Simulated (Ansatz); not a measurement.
# Bias dependence of the vacuum decay constant on Mo(211) in PBE-D3(BJ) and Mo(310) in LDA

An electron higher in energy meets a lower barrier and should leak further into the vacuum, yet a bias window collects many electrons at once, and the two signs of bias do not extend it in the same way. A positive bias adds states nearer the vacuum level; a negative one adds deeper states beneath those already there. I want to see how far this asymmetry alone explains the decay constant κ on two stepped molybdenum faces. It matters because κ sets how fast a tunnelling image fades with height. The calculated κ describes the planar mean density of the window's states between 3 and 5 Å above the top atom. I measure it against κ₀, the free-electron value at the top of the window.

## Computational details

Ansatz 0.2.0, plane-wave Kohn-Sham DFT with its default PAW datasets at cutoffs of 420 eV, level as listed. Slabs and stacks are built by hand and relaxed; a single point with 17 Å of vacuum, a dipole correction, Fermi-Dirac smearing of 0.05 eV and meshes of 20 to 22 points along the first in-plane vector gives the density of the states between the Fermi level and the sample bias. Its planar mean n(z) is fitted as exp(−2κz) between 3 and 5 Å above the top atom. Spin-paired, no spin-orbit coupling.

Notes on method and selection:

- A free electron at the Fermi level with no momentum along the surface decays with κ₀ = 0.5123·√Φ Å⁻¹, Φ in eV; momentum along the surface raises κ, and the slow approach of the potential to the vacuum level lowers it.
- The tip is left out (Tersoff-Hamann).
- Slabs this thin have discrete subbands, so κ depends on which of them fall in the window.
- Windows narrower than 0.1 V hold too few states on these meshes and are not listed; a blank corrugation was not computed at that height.
- Runs in which the search for lower states was switched off are not listed.
- Work functions and vacuum levels are read from the electrostatic potential (Hartree and local ionic parts), which a warning of a rough exchange-correlation potential in thin density does not concern.
- Sites and patterns name the starting structure; atoms can leave their sites in the relaxation.
- The default PAW datasets of this version of Ansatz are the set soft_2.
- Runs that did not converge, have known faults or may not be shown are not listed, and runs on Ansatz's PAW sets soft_1 and soft_2 are kept to separate tables.

Columns:

- bias (V): sample bias; negative images filled states.
- κ₀ of window top (Å⁻¹): 0.5123·√(Φ − E) for the highest energy E in the window, from the Fermi level.
- κ (Å⁻¹): decay constant κ of the window's density.
- corrugation (Å): corrugation at constant current, set to the mean density at the first listed height.

## Results

| member | surface | bias (V) | κ₀ of window top (Å⁻¹) | κ (Å⁻¹) | corrugation (Å) |
| --- | --- | --- | --- | --- | --- |
| −1.5 V | Mo(211) (PBE-D3(BJ), Φ 4.05 eV, 3 Å) | −1.5 | 1.031 | 1.129 | 0.351 |
| −0.7 V | Mo(211) (PBE-D3(BJ), Φ 4.05 eV, 3 Å) | −0.7 | 1.031 | 1.099 | 0.312 |
| −0.2 V | Mo(211) (PBE-D3(BJ), Φ 4.05 eV, 3 Å) | −0.2 | 1.031 | 1.103 | 0.324 |
| +0.2 V | Mo(211) (PBE-D3(BJ), Φ 4.05 eV, 3 Å) | 0.2 | 1.005 | 1.034 | 0.447 |
| +0.7 V | Mo(211) (PBE-D3(BJ), Φ 4.05 eV, 3 Å) | 0.7 | 0.937 | 1.011 | 0.594 |
| +1.5 V | Mo(211) (PBE-D3(BJ), Φ 4.05 eV, 3 Å) | 1.5 | 0.818 | 0.936 | 0.762 |
| −1 V | Mo(310) (LDA, Φ 4.24 eV, 3 Å) | −1.0 | 1.055 | 1.143 | 0.374 |
| −0.5 V | Mo(310) (LDA, Φ 4.24 eV, 3 Å) | −0.5 | 1.055 | 1.125 | 0.464 |
| −0.1 V | Mo(310) (LDA, Φ 4.24 eV, 3 Å) | −0.1 | 1.055 | 1.147 | 0.544 |
| +0.1 V | Mo(310) (LDA, Φ 4.24 eV, 3 Å) | 0.1 | 1.043 | 1.080 | 0.532 |
| +0.5 V | Mo(310) (LDA, Φ 4.24 eV, 3 Å) | 0.5 | 0.991 | 1.035 | 0.468 |
| +1 V | Mo(310) (LDA, Φ 4.24 eV, 3 Å) | 1.0 | 0.922 | 1.025 | 0.744 |

## What drives the series

On both faces every filled-state window decays faster than every empty-state window. On Mo(211) κ goes from 1.129 Å⁻¹ at −1.5 V to 0.936 Å⁻¹ at +1.5 V. The listed positive biases give a steady fall on each face, whereas the negative ones show no order and stay within 0.030 Å⁻¹ of one another on Mo(211) and 0.022 Å⁻¹ on Mo(310). In all twelve rows κ lies above κ₀, by at least 1.034 − 1.005 = 0.029 Å⁻¹ and at most 0.936 − 0.818 = 0.118 Å⁻¹, both on Mo(211).

The simplest model I can build takes four steps.

First, I assume a flat vacuum potential. A state of energy E, counted from the Fermi level, with momentum q along the surface then decays as κ² = 0.5123²·(Φ − E) + q².

Second, I replace the window by one representative state. It lies below the window top by a fraction g of the window width |V|. Slowly decaying states dominate far out, so with evenly spread states g should be somewhat under one half.

Third, the window top is the Fermi level at negative bias and V above it at positive bias. The tabulated κ₀ already contains this difference.

Fourth, I give all windows on both faces the same q². This leaves

κ² = κ₀² + a·|V| + q², with a = 0.5123²·g, where 0.5123 × 0.5123 = 0.262,

and two parameters, a and q². The fitted q² is a net quantity, because the slow approach of the real potential to the vacuum level lowers κ and is absorbed in it.

The model explains the asymmetry directly. At positive bias κ₀² falls by 0.262 per volt while the second term gives back only the fraction g of that, so κ falls. At negative bias κ₀ stands still and κ should rise gently.

The faces differ in functional as well as in structure. LDA commonly gives a somewhat larger work function than PBE, which may account for part or all of the 0.024 Å⁻¹ between their κ₀ at the Fermi level, so I do not rank the faces.

## Testing the model

I fix the model on Mo(211) at −0.7 V and −1.5 V, where κ₀ is the same and only the window width changes.

- At −0.7 V, κ² − κ₀² = 1.099² − 1.031² = 0.1448 Å⁻².
- At −1.5 V, κ² − κ₀² = 1.129² − 1.031² = 0.2117 Å⁻².
- The slope is a = (0.2117 − 0.1448) / (1.5 − 0.7) = 0.0836 Å⁻² per volt, so g = 0.0836 / 0.262 = 0.32.
- The remainder is q² = 0.1448 − 0.7 × 0.0836 = 0.0863 Å⁻².

Four other rows then follow.

- Mo(211), +1.5 V: √(0.818² + 1.5 × 0.0836 + 0.0863) = 0.939 Å⁻¹; the table has 0.936.
- Mo(211), +0.2 V: √(1.005² + 0.2 × 0.0836 + 0.0863) = 1.055 Å⁻¹; the table has 1.034.
- Mo(310), −1 V: √(1.055² + 1.0 × 0.0836 + 0.0863) = 1.133 Å⁻¹; the table has 1.143.
- Mo(310), −0.1 V: √(1.055² + 0.1 × 0.0836 + 0.0863) = 1.099 Å⁻¹; the table has 1.147.

The same sum gives 1.080 and 1.011 Å⁻¹ for Mo(211) at −0.2 and +0.7 V. For the rest of Mo(310) it gives:

- −0.5 V: √(1.055² + 0.5 × 0.0836 + 0.0863) = 1.114 Å⁻¹.
- +0.1 V: √(1.043² + 0.1 × 0.0836 + 0.0863) = 1.087 Å⁻¹.
- +0.5 V: √(0.991² + 0.5 × 0.0836 + 0.0863) = 1.054 Å⁻¹.
- +1 V: √(0.922² + 1.0 × 0.0836 + 0.0863) = 1.010 Å⁻¹.

Over the ten rows not used in the fit the mean miss is 0.016 Å⁻¹, against a mean scatter of about 0.056 Å⁻¹ around their own average. Simply adding the mean excess of the two fitted rows, (0.068 + 0.098) / 2 = 0.083 Å⁻¹, to κ₀ already brings the miss down to 0.024 Å⁻¹, so most of the success belongs to κ₀. The value of g is loosely fixed: with −0.2 V in place of −0.7 V the slope would be (1.129² − 1.103²) / (1.5 − 0.2) = 0.045 Å⁻² per volt.

## Residuals

I count each miss as table minus model. The largest, +0.048 Å⁻¹, is at −0.1 V on Mo(310). On Mo(211) the two narrowest windows miss in opposite directions, by +0.023 Å⁻¹ at −0.2 V and −0.021 Å⁻¹ at +0.2 V. The assumption that fails is the common q²: the states just below the Fermi level decay faster than the model allows, and on Mo(211) those just above it decay more slowly.

Mo(310) shows this within the filled states too. The −0.5 V window contains the −0.1 V window, yet its κ is lower, 1.125 against 1.147 Å⁻¹. The added states lie deeper and still decay more slowly on average, which a single q² cannot give.

On the empty side of Mo(310), κ falls by only 0.010 Å⁻¹ from +0.5 to +1 V while κ₀ falls by 0.069 Å⁻¹. States with more momentum along the surface may enter there.

A thin slab has few subbands, and a narrow window catches few of them. I would suspect that before any property of the real faces.

## Summary

Between −1.5 and +1.5 V on Mo(211), and −1 and +1 V on Mo(310), the listed κ follows the top of the window, with a smaller rise from window width. Further runs on both faces under other conditions are not listed, so my typical miss does not include the spread between conditions.

A large omission is the tip's field. For a tip of equal work function it shifts the mean barrier by half the bias. On Mo(211) the mean barrier at the window top is then 4.05 − 1.5 + 0.75 = 3.30 eV at +1.5 V and 4.05 − 0.75 = 3.30 eV at −1.5 V. This raises κ by roughly 0.1 Å⁻¹ at +1.5 V and lowers it by about as much at −1.5 V. Together that is as large as the whole fall on Mo(211), so a measured current could decay almost equally fast at both signs. The image potential, whose long tail these functionals lack, would lower κ at every bias.
